## Water permeability of sintered alumina near pore closure

### Problem

Two alumina discs, A and B, are modelled as Swiss cheese: solid spheres of radius $a$ with uncorrelated random centres, free to overlap, and water in the space outside them. With $n$ centres per unit volume the porosity is $\phi=\exp(-4\pi n a^3/3)$. The discs share $a$ and differ in $n$.

Assumed sample data: $a=5.0\times10^{-6}$ m, $\phi_A=0.045$, $\phi_B=0.033$, thickness $h=6.0\times10^{-3}$ m, diameter $5.0\times10^{-2}$ m, pressure difference $\Delta p=1.0\times10^{5}$ Pa.

Approximate model constants: void threshold $\phi_c\approx0.030$; correlation-length exponent $\nu\approx0.876$ in $d=3$; lattice transport exponent $t_0\approx2.00$ in $d=3$ and $1.31$ in $d=2$.

Typical values for water at 293 K with $10$ mol m$^{-3}$ NaCl: viscosity $\eta\approx1.0\times10^{-3}$ Pa s, density $\rho_w\approx1.0\times10^{3}$ kg m$^{-3}$, relative permittivity $\varepsilon_r\approx80$, conductivity $\sigma\approx0.12$ S m$^{-1}$, molecular size $b\approx0.3$ nm, zeta potential on alumina of magnitude $\zeta_w\approx0.05$ V.

Conventions: a neck of width $\delta$ has conductance $g\propto\delta^{y+1}$; hydraulic conductance is volume flow over pressure drop; Darcy's law is $q=(k/\eta)|\nabla p|$; and $k\propto(\phi-\phi_c)^t$.

(a) Find $g(\delta)$ and $y$. (b) Find the controlling neck width in each disc. (c) Derive $t$. (d) Estimate $k$, the flow $Q$ and $k_A/k_B$, taking one controlling neck per link and $\xi=a(\delta^*/a)^{-\nu}$, both with unit amplitude. (e) Size the neglected effects.

### Solution, as margin comments

**1. Where the half-integer comes from.** A neck in $d=3$ is the window between three spheres. Put their centres on an equilateral triangle of circumradius $a+\delta$, with $z$ along its normal. At height $z$ each sphere cuts a circle of radius $\sqrt{a^2-z^2}\approx a-z^2/2a$. For $\delta\ll a$ the window is an equilateral triangle of inradius

$$r(z)=\delta+\frac{z^2}{2a}.$$

The width is $\delta$, but the length is of order $\sqrt{2a\delta}$. If the conductance per unit gradient scales as $r^{s}$, then $g\propto\delta^{s}/\sqrt{a\delta}$ and $y=s-3/2$. Electrical conduction has $s=d-1$ (the cross-section). Viscous flow has $s=d+1$, because no slip adds two powers of the width. Hence $y=d-5/2$ for conduction and $y=d-1/2$ for flow.

**2. The prefactor, part (a).** Let $d_1,d_2,d_3$ be the distances to the three sides, with $d_1+d_2+d_3=3r$. The inward normals meet at $120^\circ$, so $\nabla^2(d_1d_2d_3)=-3r$. For a gradient $G=-dp/dz$ the velocity $w=G\,d_1d_2d_3/(3r\eta)$ therefore obeys $\eta\nabla^2w=-G$ and vanishes on the walls. Integrating over the triangle, of area $3\sqrt3\,r^2$, gives the flow $(9\sqrt3/20)\,r^4G/\eta$ and the mean velocity $(3/20)\,r^2G/\eta$. Slices add in series; with $z=\sqrt{2a\delta}\,u$,

$$\frac1g=\frac{20\,\eta}{9\sqrt3}\,\frac{\sqrt{2a\delta}}{\delta^4}\int_{-\infty}^{\infty}\frac{du}{(1+u^2)^4},\qquad\int_{-\infty}^{\infty}\frac{du}{(1+u^2)^4}=\frac{5\pi}{16},$$

$$g=C\,\frac{\delta^{7/2}}{\eta\sqrt a},\qquad C=\frac{18\sqrt6}{25\pi}=0.561 .$$

Units: m$^{7/2}$/(Pa s m$^{1/2}$) = m$^3$ Pa$^{-1}$ s$^{-1}$. Thus $y=5/2$. A scalene arrangement of centres changes $C$ and leaves the power alone.

**3. Why the widths are uniform near zero.** The width is $\delta=R-a$, where $R$ is the circumradius of three neighbouring centres. The random centres know nothing of $a$, so the distribution of $R$ is smooth and non-zero at $R=a$. Open necks thus have a constant density, called $1/\delta_0$, as $\delta\to0^+$. Changing variable gives a conductance distribution $\propto g^{-y/(y+1)}$, whose mean resistance $\langle1/g\rangle\propto\int_0\delta^{-(y+1)}d\delta$ diverges for $y\ge0$.

**4. The controlling width is known exactly, part (b).** A test ball of radius $\rho$ passes a neck only if $\rho<\delta$. Its centre moves in the void left by spheres of radius $a+\rho$, whose porosity is $\phi^{(1+\rho/a)^3}$. In an infinite sample the largest ball that gets through has $\phi^{(1+\delta^*/a)^3}=\phi_c$:

$$x\equiv\frac{\delta^*}{a}=\left(\frac{\ln\phi_c}{\ln\phi}\right)^{1/3}-1 .$$

With $\ln\phi_c=-3.5066$, $\ln\phi_A=-3.1011$ and $\ln\phi_B=-3.4112$ (later numbers carry unrounded intermediates): $x_A=0.04181$, $x_B=0.009228$, so $\delta^*_A=209$ nm, $\delta^*_B=46.1$ nm and $\delta^*_A/\delta^*_B=4.53$. Near threshold $x\to(\phi-\phi_c)/(3\phi_c|\ln\phi_c|)=3.17\,(\phi-\phi_c)$, which is linear in the distance from threshold.

**5. Counting red bonds.** Just above threshold the flow-carrying backbone is a mesh of spacing $\xi$. Each link consists of multiply connected blobs joined by $L$ red bonds, necks whose closure alone cuts the link. Coniglio's result is $L\propto(p-p_c)^{-1}$ in any dimension, $p$ being the fraction of open bonds. The test ball shows why. It closes each neck with probability $\rho/\delta_0$ and cuts a link through its red bonds with probability $1-e^{-L\rho/\delta_0}$. The mesh falls apart when this is of order one, and that occurs at $\rho=\delta^*$. So $\delta_0/L\sim\delta^*\propto\phi-\phi_c$.

**6. Summing in series when the mean does not exist, part (c).** Write $1/g_i=X_i/g(\delta_0)$ with $X_i=v_i^{-(y+1)}$ and $v_i$ uniform on $(0,1)$, and let $S=\sum_{i=1}^{L}X_i$. For $y<0$, $S\approx L\langle X\rangle$ and nothing new happens. For $y>0$ put $\mu=1/(y+1)<1$. At small $\lambda$,

$$1-\langle e^{-\lambda X}\rangle\to\lambda^{\mu}\int_0^\infty\left(1-e^{-v^{-1/\mu}}\right)dv=\Gamma(1-\mu)\,\lambda^{\mu},$$

so $\langle e^{-\lambda S}\rangle\to\exp[-L\,\Gamma(1-\mu)\lambda^\mu]$. This depends only on $L^{1/\mu}\lambda$, which means $S\sim L^{y+1}$, growing faster than $L$. The link conductance is of order $g(\delta_0)L^{-(y+1)}=g(\delta_0/L)\sim g(\delta^*)$.

The ranked widths make this visible. The $j$-th narrowest lies near $j\delta_0/L$, giving $S\approx L^{y+1}\zeta(y+1)$ with the Riemann zeta function. On this estimate the narrowest neck holds $1/\zeta(7/2)=89\,\%$ of the red-bond resistance for flow and $1/\zeta(3/2)=38\,\%$ for conduction in $d=3$.

**7. From link to exponent.** In a mesh of spacing $\xi$ each link drops $\xi|\nabla p|$ and serves a cross-section $\xi^{d-1}$, so $k=\eta\,g_{\rm link}/\xi^{d-2}$. With $\xi\propto(\phi-\phi_c)^{-\nu}$,

$$t_{\rm red}=(d-2)\nu+1+y .$$

**8. Why a maximum appears, and why $y>0$ is not enough.** Ordinary necks, blobs included, also resist the flow. On a lattice of equal bonds the link resistance grows as $(p-p_c)^{-\zeta_R}$, with $\zeta_R=t_0-(d-2)\nu$, which is $1.12$ in $d=3$ and $1.31$ in $d=2$. The faster-growing resistance dominates:

$$t=\max\left[t_0,\ (d-2)\nu+1+y\right].$$

The new value needs $y>\zeta_R-1$, that is $y>0.12$ in $d=3$ and $y>0.31$ in $d=2$. A narrow neck inside a blob is bypassed unless its parallel partners are narrow too. By comment 4 a spanning path made of necks wider than any $\rho<\delta^*$ always exists, so such coincidences bring in no smaller width scale.

The red-bond sum omits resistance, so within this picture it bounds $t$ from below. Halperin, Feng and Sen gave the argument in 1985; Feng, Halperin and Sen (1987) stated the bounds $\max[t_0,t_{\rm red}]\le t\le t_0+y$ for $y>0$. Stenull and Janssen (2001) obtained the maximum formula as an equality to arbitrary order of the $\epsilon$ expansion.

| $d$ | transport | $y$ | $t_{\rm red}$ | $t_0$ | $t$ |
|---|---|---|---|---|---|
| 2 | conduction | $-1/2$ | 0.5 | 1.31 | 1.31 |
| 2 | flow | $3/2$ | 2.5 | 1.31 | 2.5 |
| 3 | conduction | $1/2$ | 2.38 | 2.00 | 2.38 |
| 3 | flow | $5/2$ | 4.38 | 2.00 | 4.38 |

For the discs $t=0.876+3.5=4.376$, with upper bound $t_0+y=4.50$. The geometric exponent $\nu$ keeps its lattice value; only transport feels the neck shape.

**9. Numbers, part (d).** Here $g(\delta^*)=Ca^3x^{7/2}/\eta$ with $a^3=1.25\times10^{-16}$ m$^3$, $k=\eta g/\xi=Ca^2x^{\,4.376}$, and $Q=kA_d\Delta p/(\eta h)$ with face area $A_d=1.96\times10^{-3}$ m$^2$.

| | A | B |
|---|---|---|
| $g(\delta^*)$ / m$^3$ Pa$^{-1}$ s$^{-1}$ | $1.05\times10^{-18}$ | $5.30\times10^{-21}$ |
| $\xi$ / m | $8.1\times10^{-5}$ | $3.0\times10^{-4}$ |
| $k$ / m$^2$ | $1.3\times10^{-17}$ | $1.7\times10^{-20}$ |
| $Q$ / m$^3$ s$^{-1}$ | $4.3\times10^{-10}$ | $5.7\times10^{-13}$ |
| $h/\xi$ | 74 | 20 |

Units of $Q$: m$^2\cdot$m$^2\cdot$Pa/(Pa s m) = m$^3$ s$^{-1}$. The ratio is

$$\frac{k_A}{k_B}=\left(\frac{\delta^*_A}{\delta^*_B}\right)^{4.376}=7.4\times10^{2}.$$

The same width ratio gives $21$ with $t_0$, $9.0\times10^{2}$ with the upper bound, and $36$ for the electrical conductivity of the water-filled discs when surface conduction is ignored. Flow and conduction, which share one exponent on a lattice, part company here: $k/\sigma_{\rm eff}\propto\delta^{*2}$, where $\sigma_{\rm eff}$ is the conductivity of the filled disc.

**10. What the absolute values are worth.** The digits of $k$ and $Q$ belong to the unit-amplitude convention. The spread hidden in "of order" can be computed. In units of $g(\delta_0/L)$, the narrowest red bond has median width $\ln2\,\delta_0/L$ and median conductance $(\ln2)^{7/2}=0.28$. The mean link conductance is

$$L^{7/2}\left\langle\frac1S\right\rangle=L^{7/2}\int_0^\infty e^{-L\Gamma(5/7)\lambda^{2/7}}d\lambda=\frac{\Gamma(9/2)}{\Gamma(5/7)^{7/2}}=4.96 .$$

Two reasonable averages differ by a factor of $18$, and the amplitude of $\xi$ is unknown as well. Read $k_A\sim10^{-17}$ m$^2$ and $k_B\sim10^{-20}$ m$^2$ as orders of magnitude. The amplitudes cancel in $k_A/k_B$ as far as both discs lie in the scaling regime.

**11. The largest correction is the choice of variable, part (e).** The quantities $\phi-\phi_c$ and $\delta^*$ are proportional only at threshold. The ratio of $\phi-\phi_c$ is $5$, and $5^{4.376}=1.1\times10^{3}$, a factor $1.5$ above the result in $\delta^*$. The width enters $g$ directly, which favours $\delta^*$, but corrections to scaling of $\xi$ and of the amplitudes are not controlled. The supported statement is $k_A/k_B\approx10^{3}$, far above the lattice figure of some tens.

**12. Neck geometry.** The walls are arcs, not straight lines: at distance $s'$ from the midpoint of a side the wall recedes by $s'^2/2a$. A wall displacement $\delta n$ changes the flow by $(\eta/G)\oint(\partial_nw)^2\,\delta n\,ds'$, and on a side $|\partial_nw|=G(3r^2-s'^2)/(4r\eta)$. The relative gain is $6r/7a$. Weighted with $(1+u^2)^{-4}$, the mean of $r$ is $6\delta/5$, so $g$ rises by $36x/35$: $4.3\,\%$ in A and $0.9\,\%$ in B. The slice-by-slice treatment neglects terms in $(dr/dz)^2=2xu^2$, whose weighted mean is $2x/5=0.017$ in A.

**13. Inertia.** In A one link drops $\Delta p\,\xi/h=1.3\times10^{3}$ Pa. The mean speed in the controlling neck is $g\,\Delta p\,\xi/(h\,3\sqrt3\,\delta^{*2})=6.2\times10^{-3}$ m s$^{-1}$, and the Reynolds number on the hydraulic diameter $2\delta^*$ is $2.6\times10^{-3}$. Stokes flow holds.

**14. Charged walls.** The Debye length $\sqrt{\varepsilon_r\varepsilon_0k_BT/(2N_Ac\,e^2)}$, with $c$ the salt concentration, is $3.0$ nm, thin against $\delta^*_B$. At zero net current the streaming field $\varepsilon_r\varepsilon_0\zeta_wG/(\eta\sigma)$ drives an electro-osmotic backflow. Relative to the mean speed of comment 2 it is $(\varepsilon_r\varepsilon_0\zeta_w)^2/[\eta\sigma(3/20)\delta^{*2}]=3\,\%$ in B. In deionised water the double layers would overlap in these necks and the thin-layer estimate would fail.

**15. Where the power law ends.** Shifting the no-slip surface by $b$ changes $g$ by about $(7/2)\,b/\delta^*$, which is $2\,\%$ in B. It reaches $35\,\%$ at $\delta^*=3$ nm, where $\phi-\phi_c=1.9\times10^{-4}$ and $\xi=3.3\times10^{-3}$ m. There $\xi$ is comparable to $h$, so for these discs the molecular and finite-size cut-offs arrive together.

**16. Model against ceramic.** Real compacts have correlated grain centres, and their pores typically close at porosities nearer $0.05$ to $0.10$; $\phi_c$ and the formula for $\delta^*$ are properties of the model. What carries over is the logic. Surface diffusion tends to pinch off thin channels during firing and may deplete narrow necks. If their density vanishes as $\delta^{m}$, the narrowest of $L$ scales as $L^{-1/(m+1)}$ and $t_{\rm red}=\nu+(y+1)/(m+1)$. With $y=5/2$ the lattice value returns for $m>(y+1)/\zeta_R-1=2.1$, so a permeability exponent probes the shape and statistics of the necks rather than the dimension alone.